# Worked problem: band anticrossing in ZnTe$_{1-x}$O$_x$ and its pressure coefficients

## Statement

Oxygen on a tellurium site of zinc-blende ZnTe binds a localized $s$-like ($A_1$) state at an energy $E_L$ inside the gap, below the host conduction-band edge $E_M$ at $\Gamma$. Here $x$ is the fraction of anion sites held by oxygen and $V$ is the coupling constant between the localized state and the host conduction band. All energies are counted from the valence-band maximum (VBM) of the crystal at the pressure in question, so that they are interband transition energies. Pressure $p$ is hydrostatic and positive in compression. The valence band is treated as unchanged by oxygen, and excitonic effects are ignored.

Every entry below is a typical or assumed input for room temperature, not a measurement. $E_L$ and $V$ were chosen to reproduce the typical positions of the two optical edges of dilute ZnTe$_{1-x}$O$_x$.

| Quantity | Symbol | Value | Status |
|---|---|---|---|
| Host gap | $E_M(0)$ | 2.26 eV | typical |
| Oxygen level | $E_L(0)$ | 2.00 eV | typical |
| Coupling constant | $V$ | 3.0 eV (range 2.5 to 3.5 eV) | assumed |
| Oxygen fraction | $x$ | 0.010 | assumed |
| Host pressure coefficient | $\alpha_M$ | 105 meV/GPa | typical |
| Host quadratic coefficient | $\beta_M$ | $-3$ meV/GPa$^2$ | typical |
| Level pressure coefficient | $\alpha_L$ | 10 meV/GPa (range 5 to 15) | assumed |
| Bulk modulus | $B$ | 51 GPa | typical |
| Host electron mass | $m_M$ | $0.12\,m_0$ | typical |

The uncoupled levels follow $E_M(p)=E_M(0)+\alpha_M p+\beta_M p^2$ and $E_L(p)=E_L(0)+\alpha_L p$.

**(a)** Obtain the two-level energies $E_\pm$ and the host fractions $f_\pm$, and evaluate them at $k=0$, $p=0$.

**(b)** Derive the limiting forms for small and large $x$, find the crossover composition, and tabulate the exact and limiting shifts for $x=0.0005$, $0.002$, $0.010$, $0.030$. Contrast the result with GaAs$_{0.99}$N$_{0.01}$, for which typical inputs are $E_M=1.42$ eV, $E_L=1.65$ eV, $V=2.7$ eV.

**(c)** At fixed $V$, find $dE_\pm/dp$, the hydrostatic deformation potentials and the curvatures at $p=0$.

**(d)** Find $E_\pm$, $f_-$ and the local slopes at $p=5$ GPa, without and with $\beta_M$.

**(e)** Find the band-edge masses and the width of the lower band.

**(f)** Estimate the size of what the model leaves out, in particular a pressure-dependent $V$.

Unrounded values are carried from step to step. Intermediate numbers keep a guard digit; the inputs support energies to about 0.01 eV at best and slopes to two figures.

## Solution

### (a) Energies and host fractions

**Why the coupling is $V\sqrt{x}$.** Take a crystal of $N$ anion sites, $n=xN$ of them oxygen at positions $\mathbf R_j$. A host Bloch state $|\mathbf k\rangle$ normalized over the crystal has amplitude $\propto N^{-1/2}$ in each cell, so its matrix element with one localized state is $\langle j|H|\mathbf k\rangle=V e^{i\mathbf k\cdot\mathbf R_j}/\sqrt N$, with $V$ treated as real and independent of $\mathbf k$ near $\Gamma$. The normalized combination

$$|L_{\mathbf k}\rangle=n^{-1/2}\sum_j e^{i\mathbf k\cdot\mathbf R_j}|j\rangle$$

then has $\langle L_{\mathbf k}|H|\mathbf k\rangle=n\,V/\sqrt{nN}=V\sqrt{x}$, and the $n-1$ combinations orthogonal to it do not couple to this $|\mathbf k\rangle$. For randomly placed oxygen the states $|L_{\mathbf k}\rangle$ of different $\mathbf k$ are orthogonal only on the configurational average. Keeping that average alone restores $\mathbf k$ as a good quantum number and gives, for each spin, the band-anticrossing Hamiltonian introduced by Shan and co-workers in 1999:

$$H(\mathbf k)=\begin{pmatrix}E_M(\mathbf k)&W\\ W&E_L\end{pmatrix},\qquad W=V\sqrt{x}.\tag{1}$$

In the ten-band $\mathbf k\cdot\mathbf p$ model this block is joined to the six valence states. Their coupling to the conduction state is proportional to $k$, and hydrostatic pressure keeps the cubic symmetry, so (1) is the complete conduction block of that model at $k=0$.

**Eigenvalues.** The secular equation $(E_M-E)(E_L-E)=W^2$ has the roots

$$E_\pm=\tfrac12\left\{E_L+E_M\pm S\right\},\qquad S=E_+-E_-=\sqrt{(E_L-E_M)^2+4V^2x}.\tag{2}$$

**Host fraction.** For a normalized eigenvector $(c_M,c_L)$ define $f=|c_M|^2$. The Hellmann–Feynman theorem gives $\partial E/\partial E_M=\langle\partial H/\partial E_M\rangle=f$. Differentiating (2),

$$f_\pm=\tfrac12\left[1\mp\frac{E_L-E_M}{S}\right],\qquad f_++f_-=1,\qquad f_+f_-=\frac{W^2}{S^2}.\tag{3}$$

With the level inside the gap it is convenient to set $\Delta=E_M-E_L>0$, so that $f_-=\tfrac12(1-\Delta/S)<\tfrac12$: the lower state is mostly oxygen-like and the upper state mostly host-like at every $x$.

**Numbers.** $\Delta=2.26-2.00=0.26$ eV, $\Delta^2=0.0676$ eV$^2$, $W=3.0\ \text{eV}\times\sqrt{0.010}=0.30$ eV, $W^2=0.090$ eV$^2$ and $4W^2=0.360$ eV$^2$. Then

$$S=\sqrt{0.4276\ \text{eV}^2}=0.6539\ \text{eV},\qquad \tfrac12(E_L+E_M)=2.130\ \text{eV},$$

$$E_-=1.803\ \text{eV},\qquad E_+=2.457\ \text{eV}.$$

Both levels are repelled by the same amount, $\delta=E_L-E_-=E_+-E_M=\tfrac12(S-\Delta)=0.197$ eV. As a control, $E_M-E_-=0.457$ eV, and the product $0.457\ \text{eV}\times0.197\ \text{eV}$ returns $W^2=0.090$ eV$^2$, as the secular equation demands. With $\Delta/S=0.398$,

$$f_-=0.301,\qquad f_+=0.699 .$$

The first row of the eigenvalue equation, $(E_M-E_-)c_M+Wc_L=0$, gives the same value by another route: $f_-=W^2/[W^2+(E_M-E_-)^2]$.

### (b) Limits in composition

The controlling ratio is $2W/\Delta$. Expanding the root in $\delta=\tfrac12(S-\Delta)$ on either side of $2W=\Delta$ gives

$$\delta=\frac{V^2x}{\Delta}-\frac{V^4x^2}{\Delta^3}+\dots\quad(x<x_c),\tag{4}$$

$$\delta=V\sqrt{x}-\frac{\Delta}{2}+\frac{\Delta^2}{8V\sqrt{x}}-\dots\quad(x>x_c),\tag{5}$$

$$x_c=\frac{\Delta^2}{4V^2}=\frac{0.0676\ \text{eV}^2}{36\ \text{eV}^2}=1.9\times10^{-3}.$$

Each series converges only on its own side of $x_c$, because the square root has its branch point at $4V^2x=-\Delta^2$.

**Which branch shifts, and in which direction.** In the dilute limit the branch that grows out of the host edge moves by the second-order amount $-V^2x/(E_L-E_M)$, whatever the order of the levels. For a level above the edge this branch is $E_-$, and the gap shrinks continuously from $E_M$. For a level inside the gap the denominator is negative and the host branch is $E_+$, which moves up:

$$E_+\simeq E_M+\frac{V^2x}{\Delta},\qquad E_-\simeq E_L-\frac{V^2x}{\Delta}.$$

The lowest transition therefore starts from $E_L$ and not from $E_M$; relative to the host gap its shift is $-\Delta-\delta$. No discontinuity is observable at $x\to0$, because the host fraction $f_-\simeq V^2x/\Delta^2$ vanishes there. If the optical matrix element from the valence band comes from the host part of the state alone, the strength of the lower edge is proportional to $f_-$ and fades with it. For $x\gg x_c$ the order of the levels ceases to matter at leading order: $E_\pm\simeq\tfrac12(E_L+E_M)\pm V\sqrt{x}$, so the $-V\sqrt{x}$ law is counted from the midpoint of the two levels, and $f_-\simeq\tfrac12-\Delta/(4V\sqrt{x})$.

| $x$ | $\delta$ exact (meV) | $V^2x/\Delta$ (meV) | three terms of (5) (meV) | $V\sqrt{x}$ (meV) | $f_-$ | $dE_-/dp$ (meV/GPa) |
|---|---|---|---|---|---|---|
| 0.0005 | 16 | 17 | 63 | 67 | 0.056 | 15 |
| 0.002 | 57 | 69 | 67 | 134 | 0.152 | 24 |
| 0.010 | 197 | 346 | 198 | 300 | 0.301 | 39 |
| 0.030 | 406 | 1038 | 406 | 520 | 0.379 | 46 |

The last column uses equation (6) of part (c). The row $x=0.030$ is a formal extension of the model with fixed inputs. At $x=0.010$ the ratio is $2W/\Delta=2.3$ and $x/x_c=5.3$: second-order perturbation theory overshoots $\delta$ badly (346 against 197 meV), the bare $V\sqrt{x}$ overshoots it too (300 meV), and three terms of (5) are needed. Near $x_c$ neither expansion is good and (2) must be used.

**Contrast with GaAs$_{0.99}$N$_{0.01}$.** Here $E_L-E_M=+0.23$ eV and $W=0.27$ eV, so $S=0.5869$ eV, $E_-=1.242$ eV and $f_-=0.696$ in the model. The lower branch is host-like and the gap shifts by $-0.178$ eV, whereas the dilute formula $-V^2x/(E_L-E_M)$ gives $-0.317$ eV. The size of the repulsion is similar in the two alloys, but the characters of the branches are exchanged.

### (c) Pressure coefficients at $p=0$

The site fraction $x$ does not change under compression. If $V$ is also fixed, $\partial H/\partial p$ is diagonal with entries $dE_M/dp$ and $dE_L/dp$, and the Hellmann–Feynman theorem gives

$$\frac{dE_\pm}{dp}=f_\pm\frac{dE_M}{dp}+(1-f_\pm)\frac{dE_L}{dp}.\tag{6}$$

Counting energies from the VBM subtracts the same function of $p$ from both diagonal entries and from both eigenvalues, so (6) holds for transition energies as it stands. Each slope is a weighted mean of the two bare slopes, and the sum $dE_+/dp+dE_-/dp=dE_M/dp+dE_L/dp$ is fixed by the trace of (1).

At $p=0$ the bare slopes are $\alpha_M$ and $\alpha_L$, with $\alpha_M-\alpha_L=95$ meV/GPa and $\alpha_M+\alpha_L=115$ meV/GPa:

$$\frac{dE_-}{dp}=10+0.301\times95=38.6\ \text{meV/GPa},\qquad \frac{dE_+}{dp}=10+0.699\times95=76.4\ \text{meV/GPa}.$$

The lower edge moves at a fraction 0.37 of the host rate. The splitting opens at $dS/dp=(\Delta/S)(\alpha_M-\alpha_L)=37.8$ meV/GPa. Since $f_-<\tfrac12$ and $\alpha_M>\alpha_L$, the lower slope can never exceed $\tfrac12(\alpha_M+\alpha_L)=57.5$ meV/GPa. It rises towards this ceiling with $x$, as the table shows, so adding oxygen makes the lower edge more sensitive to pressure. For a level above the edge the trend is the opposite: the slope falls from the host value towards the same mean.

**Deformation potentials.** With the convention $a=dE/d\ln\Omega$ for cell volume $\Omega$, and $d\ln\Omega=-dp/B$, one has $a=-B\,dE/dp$. Using the host bulk modulus for the dilute alloy, $a_M=-5.4$ eV, $a_L=-0.51$ eV, $a_-=-2.0$ eV and $a_+=-3.9$ eV. These are gap deformation potentials, relative to the VBM, and they obey the weighting (6).

**Curvature.** Differentiate (6) once more. From $f_-=\tfrac12(1-\Delta/S)$ and $dS/d\Delta=\Delta/S$ one finds $df_-/d\Delta=-2W^2/S^3=-2f_+f_-/S$. With primes for $d/dp$,

$$\frac{d^2E_\pm}{dp^2}=\pm\frac{2f_+f_-}{S}\,\Delta'^2+f_\pm E_M''+(1-f_\pm)E_L''.\tag{7}$$

Here $f_+f_-=0.090/0.4276=0.210$ and $\Delta'=95$ meV/GPa, so the first term has the magnitude

$$\frac{2\times0.210\times(95\ \text{meV/GPa})^2}{654\ \text{meV}}=5.8\ \text{meV/GPa}^2 .$$

In an expansion $E_\pm(p)=E_\pm(0)+\alpha_\pm p+\beta_\pm p^2$ the anticrossing contributes half of this, $\pm2.9$ meV/GPa$^2$. The host's own curvature ($E_M''=2\beta_M$, $E_L''=0$) adds $f_\pm\beta_M$, which is $-0.9$ meV/GPa$^2$ for $E_-$ and $-2.1$ meV/GPa$^2$ for $E_+$. The totals are

$$\beta_-=-3.8\ \text{meV/GPa}^2,\qquad\beta_+=+0.8\ \text{meV/GPa}^2 .$$

The host term cannot be dropped: it supplies about a quarter of the bending of $E_-$ and cancels most of the upward bending of $E_+$, whose net sign is then sensitive to the inputs.

### (d) Finite pressure, $p=5$ GPa

This pressure lies below the typical stability limit of zinc-blende ZnTe, near 9 GPa. Equations (2), (3) and (6) are evaluated with the levels at $p$; a Taylor series from $p=0$ is inadequate because $\Delta$ more than doubles.

*Linear host* ($\beta_M=0$): $E_M=2.785$ eV, $E_L=2.050$ eV, $\Delta=0.735$ eV, midpoint $2.4175$ eV, $S=0.9488$ eV.

*With* $\beta_M$: $E_M=2.785-0.075=2.710$ eV, $\Delta=0.660$ eV, midpoint $2.380$ eV, $S=0.8920$ eV, and the local host slope is $\alpha_M+2\beta_Mp=75$ meV/GPa.

| Case | $E_-$ (eV) | $E_+$ (eV) | $f_-$ | $dE_-/dp$ (meV/GPa) | $dE_+/dp$ (meV/GPa) | $E_-(p)-E_-(0)$ (meV) |
|---|---|---|---|---|---|---|
| $p=0$ | 1.803 | 2.457 | 0.301 | 39 | 76 | 0 |
| 5 GPa, linear host | 1.943 | 2.892 | 0.113 | 21 | 94 | 140 |
| 5 GPa, with $\beta_M$ | 1.934 | 2.826 | 0.130 | 18 | 67 | 131 |

Extrapolating the initial slope would give a shift of 193 meV for $E_-$, well above either entry. With $\beta_M$ the mean slope over the interval is 26 meV/GPa.

The physical reading is that pressure drives the host edge away from a level that already lies below it. The point $E_M=E_L$ is never reached, $f_-$ falls steadily over this range, and the lower state turns back into the oxygen level with a slope that tends to $dE_L/dp$. In GaAs$_{1-x}$N$_x$ the host edge starts below the level and, if it is likewise the faster of the two, passes through it, so that $f_-$ crosses $\tfrac12$ at a finite pressure. Compression of ZnTe$_{1-x}$O$_x$ samples only the far side of such an anticrossing.

### (e) Masses and width of the lower band

With $E_M(k)=E_M+\hbar^2k^2/2m_M$ in (1), $\partial E_\pm/\partial(k^2)=f_\pm\hbar^2/2m_M$ at $k=0$, so

$$m_\pm=\frac{m_M}{f_\pm}:\qquad m_-=\frac{0.12\,m_0}{0.301}=0.40\,m_0,\qquad m_+=\frac{0.12\,m_0}{0.699}=0.17\,m_0 .$$

The secular equation shows that $E_-(k)<E_L$ for all $k$, with $E_-\to E_L$ as $E_M(k)$ grows. The lower band is thus confined to a width of at most $\delta=0.197$ eV, and a gap of at least $E_+(0)-E_L=0.457$ eV separates it from the upper band near $\Gamma$. A detached band of this kind requires $E_L<E_M$; for a level above the host edge the same separation is only $\delta$. At 5 GPa, with $\beta_M$, the width bound has shrunk to $2.050-1.934=0.116$ eV.

These masses freeze the host dispersion. In a multiband model the host mass comes mainly from $\mathbf k\cdot\mathbf p$ coupling to the valence band, whose energy denominator is the actual energy $E_\pm$ and not $E_M$. With one valence state at zero energy, no spin–orbit splitting and no remote bands, the host obeys $m_0/m_M=1+E_P/E_M$, which fixes $E_P=16.6$ eV, and the alloy obeys

$$\frac{m_0}{m_\pm}=f_\pm\left(1+\frac{E_P}{E_\pm}\right).$$

This gives $m_-=0.33\,m_0$ and $m_+=0.18\,m_0$. Spin–orbit splitting lengthens one denominator and softens the correction, but the estimate shows that the two-level value of $m_-$ is good only to the range $0.33$ to $0.40\,m_0$.

### (f) Size of the neglected terms

**Pressure dependence of $V$.** The off-diagonal part of $\partial H/\partial p$ adds to (6) the term

$$\left.\frac{dE_\pm}{dp}\right|_V=\pm\frac{2W^2}{S}\,\frac{d\ln V}{dp},\tag{8}$$

which follows from $\partial S/\partial\ln V=4W^2/S$. It leaves the sum of the slopes unchanged. For an estimate, assume that $V$ scales with bond length $d$ as Harrison's $d^{-2}$ rule prescribes for hopping integrals. Since $d\ln d=-dp/3B$, $d\ln V/dp=2/(3B)=0.013$ GPa$^{-1}$. With $2W^2/S=0.275$ eV the term is $\pm3.6$ meV/GPa at $p=0$, which turns the slopes into 35.0 and 80.0 meV/GPa, a change of 9 per cent in $dE_-/dp$. Continued linearly to 5 GPa, the scaling gives $V=3.196$ eV and $E_-=1.921$ eV (with $\beta_M$), lower by 13 meV. This exceeds the 9 meV effect of $\beta_M$ on $E_-$, so the third decimal of the energies in part (d) serves only to compare cases. The mean slope becomes 24 meV/GPa. The scaling rule is an assumption of scale and sign, not a derived property of the oxygen state.

**Spread of the inputs.** For $V=2.5$ and $3.5$ eV, $E_-=1.85$ and $1.76$ eV and $dE_-/dp=36$ and $41$ meV/GPa. A change of $\pm5$ meV/GPa in $\alpha_L$ enters with weight $1-f_-$ and moves the slope by $\pm3.5$ meV/GPa.

**Composition dependence of the bare levels.** Linear interpolation towards ZnO, with a typical gap of 3.3 eV and a VBM typically about 2 eV below that of ZnTe, raises $E_M$ by 10 meV and, for a level fixed on an absolute scale, raises $E_L$ by 20 meV relative to the alloy VBM at $x=0.010$. This lifts $E_-$ by 17 meV, about a tenth of $\delta$, and changes $dE_-/dp$ by 0.6 meV/GPa.

**Disorder.** The configurational average in part (a) omits oxygen pairs, clusters and composition fluctuations. They spread $E_L$ into a distribution and broaden both edges, and model (1) gives no estimate of them.

### Results

For $x=0.010$ the model gives $E_-\approx1.80$ eV and $E_+\approx2.46$ eV with host fractions 0.30 and 0.70, a crossover at $x_c\approx0.19$ per cent, and initial slopes of about 39 and 76 meV/GPa at fixed $V$, each uncertain by several meV/GPa through $V$, $\alpha_L$ and $d\ln V/dp$. These are the model's numbers and not those of the material. The edge positions carry no test of the model, since $E_L$ and $V$ were chosen to place them. As typical knowledge, the lower edge of oxygen-alloyed ZnTe-based films shifts sublinearly, at roughly 20 meV/GPa averaged over several GPa. The model's corresponding mean of 26 meV/GPa lies about 6 meV/GPa above that, and its initial slope of 39 meV/GPa, nearly twice as large, is a local derivative at $p=0$ that must be kept apart from such an average.